The deepest row, −14, looks wrong. From BHLYP to HF its level falls by 3.57 eV, as might be expected when exact exchange rises from 50 to 100 %. CAM-B3LYP also has more exact exchange than BHLYP between distant electrons, 65 %, yet its level lies 0.51 eV higher. A method that seems to stand between the two others falls outside them.

Orbital energies of closed-shell ClF3OW (point group Cs) in the gas phase, computed with Ansatz 0.2.0 in BHLYP, CAM-B3LYP and HF with the def2-TZVPP basis and a def2 core potential on W, at the PBE0-D4/def2-TZVP geometry. Orbitals are numbered by their order in energy within each method; 0 is the HOMO and 1 the LUMO.

```
orbital index  BHLYP (eV)  CAM-B3LYP (eV)  HF (eV)  HF less BHLYP (eV)
          -14      -17.80          -17.29   -21.37               -3.57
          -13      -17.12          -16.72   -20.62               -3.50
          -12      -16.97          -16.54   -20.37               -3.40
          -11      -16.74          -16.39   -20.11               -3.37
          -10      -16.41          -16.04   -19.80               -3.39
           -9      -15.54          -15.16   -18.90               -3.37
           -8      -15.21          -14.73   -18.61               -3.40
           -7      -15.13          -14.67   -18.60               -3.47
           -6      -14.48          -14.10   -17.91               -3.44
           -5      -14.44          -14.01   -17.39               -2.94
           -4      -13.94          -13.67   -16.68               -2.74
           -3      -13.33          -13.11   -16.02               -2.69
           -2      -12.99          -12.90   -15.31               -2.32
           -1      -11.70          -11.71   -13.85               -2.15
            0      -11.64          -11.63   -13.83               -2.19
            1       -3.39           -3.15    -0.59                2.80
            2       -1.88           -1.63     0.79                2.67
            3       -1.55           -1.33     1.25                2.80
```

A few sizes are worth remembering. Going from BHLYP to HF lowers the listed occupied levels by two to four electronvolts, raises the empty ones by almost three, and so widens the gap between them by about five. Going from BHLYP to CAM-B3LYP moves none of the listed levels by much more than half an electronvolt. The larger change is no mere offset, and the smaller one isn't a fraction of the larger.

Two shortcuts fail here. One treats the ladders of different methods as the same ladder hung at different heights. The other ranks methods by a single percentage of exact exchange, here the long-range one. Both can be tested by subtracting columns, and row −14 is a good place to begin.

**Rows −14 to −6: the deep levels**

Suppose that only the long-range percentage mattered, and that each level moved in proportion to it. CAM-B3LYP would then lie three tenths of the way from BHLYP to HF. With $\varepsilon$ for the energy of a level, the estimate reads

$$\varepsilon_{\text{est}}=\varepsilon_{\text{BHLYP}}+\frac{65-50}{100-50}\,\left(\varepsilon_{\text{HF}}-\varepsilon_{\text{BHLYP}}\right).$$

For row −14 the last bracket is −3.57 eV, and three tenths of it is −1.07 eV. The level should therefore drop from −17.80 to −18.87 eV. CAM-B3LYP puts it at −17.29 eV, which is 1.58 eV higher than the estimate. The formula has no adjustable constant, so this row tests it fairly, and the formula gets even the direction wrong. The same happens in every row from −14 up to −2.

To see why, one has to ask what exact exchange does to an occupied level. The electrostatic repulsion in these methods is computed from the whole electron cloud, so each electron also repels itself. Let $J$ be this self-repulsion for one orbital and $f$ its occupation, between 0 and 1. The spurious energy is $f^2J/2$, and exact exchange contains the term $-f^2J/2$, which removes it completely.

The semi-local exchange used in density functionals depends on the local density and its gradient, and for a lone electron it grows roughly as $f^{4/3}$. Even if it cancels the spurious energy for a full orbital, it doesn't cancel the slope. The slope is what matters, because an orbital energy is the rate at which the total energy changes with the occupation. At $f=1$ self-repulsion contributes $+J$ to the slope, and semi-local exchange takes away only about two thirds of that. The level is left too high, and replacing semi-local by exact exchange pulls it down.

This argument for a single electron gives the direction, not a reliable size for a molecule. It does show which levels should react most. Squeezing an electron into a smaller space raises $J$, so compact orbitals have more to lose. Where a level is spread over several like atoms, exchange with its partner levels does the same work, and the size of the atomic orbital still counts.

The argument also suggests why CAM-B3LYP goes the other way. Its share of exact exchange isn't one number: it starts at 19 % for electrons close together and approaches 65 % only when they are far apart, with the change-over at about the length of a bond. The self-repulsion of a compact orbital comes mostly from short distances. There CAM-B3LYP has much less exact exchange than BHLYP, and a higher level is the natural result. This is the likely cause rather than a demonstrated one, because the two functionals also differ in their semi-local parts.

**Rows −5 to −3: the step in the ladder**

Between rows −6 and −5 the fall from BHLYP to HF shrinks abruptly, from 3.44 to 2.94 eV. The nine levels that lie below the step in energy fall by 3.4 eV on average, the three just above it by 2.8 eV. A ladder that was merely hung lower would show the same fall on every rung.

Levels are paired by their order in energy, and in BHLYP these two rows are only a few hundredths of an electronvolt apart. They might therefore have changed places on the way to HF. If they are exchanged, the two falls become 3.47 and 2.91 eV instead of 3.44 and 2.94 eV. One level still falls much further than the other, so such a swap can't produce the step.

The molecule offers a chemical reading. Three fluorine atoms bring nine 2p orbitals, the oxygen brings three, and the chlorine brings three 3p orbitals. Sorted by how far they fall from BHLYP to HF, the occupied levels form groups of nine, three and three in the same order, from the most tightly held electrons to the most loosely held. The match rests on counting, not on an analysis of the orbitals. Bonding to tungsten must mix them to some extent, and in the smaller change to CAM-B3LYP row −5 moves like the deep levels. Even so, the match fits the mechanism: fluorine 2p is the most compact of the three and chlorine 3p the most extended.

**Rows −2 to 0: an agreement that misleads**

At the top of the occupied ladder the two density functionals seem to agree perfectly. Row 0, the highest occupied level, lies at −11.64 eV in BHLYP and at −11.63 eV in CAM-B3LYP. Someone who compared only this level would conclude that the two methods describe the molecule alike. Row −14, with its difference of half an electronvolt, shows that they don't.

The agreement is better read as a balance. If the upper levels are mainly chlorine 3p, their electrons are spread over a larger region, and more of their self-repulsion comes from distances at which CAM-B3LYP has the larger share of exact exchange. Its deficit at short range and its surplus at long range can then offset each other. In a compact orbital the deficit wins. On this reading the agreement of the two methods reflects the size of the orbital and is no sign that either method is right.

HF makes the same point on a larger scale. Its row 0 lies 2.19 eV below that of BHLYP. Lifting the whole HF ladder by this amount would make the highest occupied levels coincide, but row −14 would still lie 3.57 − 2.19 = 1.38 eV below its BHLYP value. The fifteen occupied levels are stretched as well as lowered.

This matters when orbital energies are used to judge how easily a molecule gives up an electron. In HF, the negative of an occupied level is the energy needed to remove an electron while all the others stay frozen in place. Real electrons rearrange around the vacancy, which lowers the cost, while the correlation that HF leaves out usually raises it again. A sounder route is to compute the neutral molecule and its cation separately, with a method that includes correlation, and to subtract their total energies.

**Rows 1 to 3: the empty levels turn the other way**

Above the gap between occupied and empty levels, the sign of the change reverses. Row 1, the lowest empty level, rises from −3.39 eV in BHLYP to −0.59 eV in HF. No common shift can lower row 0 and raise row 1, so here the first shortcut fails most plainly. The gap between the two rows grows from 8.25 to 13.24 eV.

The reason lies in the same self-repulsion. An empty orbital holds no electron, so it has no self-repulsion for exact exchange to remove. A semi-local exchange potential, however, attracts any electron that enters a region of high density, whether its orbital is occupied or not. Exact exchange acts on an empty orbital only where it shares space with the occupied ones, and this is usually a weaker pull. When the first is replaced by the second, the empty level loses attraction and rises.

HF drops the correlation part of the functional too, and that part normally lowers occupied and empty levels alike. Its loss adds to the rise of the empty levels and works against the fall of the occupied ones. The long-range estimate inherits this change, although CAM-B3LYP keeps a correlation term. This is one reason why the estimate raises row 1 by 0.84 eV when the computed rise is only 0.24 eV.

The gap sums up the second failure. Scaled by the long-range percentage, it should widen by 1.50 eV from BHLYP to CAM-B3LYP; it widens by 0.23 eV. That widening comes from the empty level, since row 0 hardly moves. The long-range percentage misses both the size of the change and the way it is shared between the two levels. No other single percentage would mend this. On a straight line from BHLYP to HF, less exact exchange would raise row −14 but lower row 1, and more would do the reverse, whereas in CAM-B3LYP both levels lie higher.

The HF values of rows 2 and 3 need separate care. They are positive, which means that HF would not bind an electron placed there while the others stay frozen, and more diffuse basis functions could change them markedly. Spin–orbit coupling, which is left out, may also alter the spacing of these levels, as they are expected to be largely tungsten 5d. Neither point touches the reversal of sign, which row 1 shows with a level that is still bound.

Nor should the HF gap be taken for the energy of the light that the molecule absorbs. An empty HF level describes an extra electron added to the complete molecule. An electron lifted by light leaves a vacancy behind and is attracted by it, so the excitation usually costs less than the gap. For colour or photochemistry, an excited-state calculation is the proper tool.

The failure can thus be recognised with two subtractions. If the difference between two methods varies from level to level, a constant shift won't translate one ladder into the other. If a method with an intermediate percentage falls outside the other two, that percentage is not what orders them. For the occupied levels, what most likely counts is how much exact exchange acts at the distances from which an orbital's self-repulsion comes.
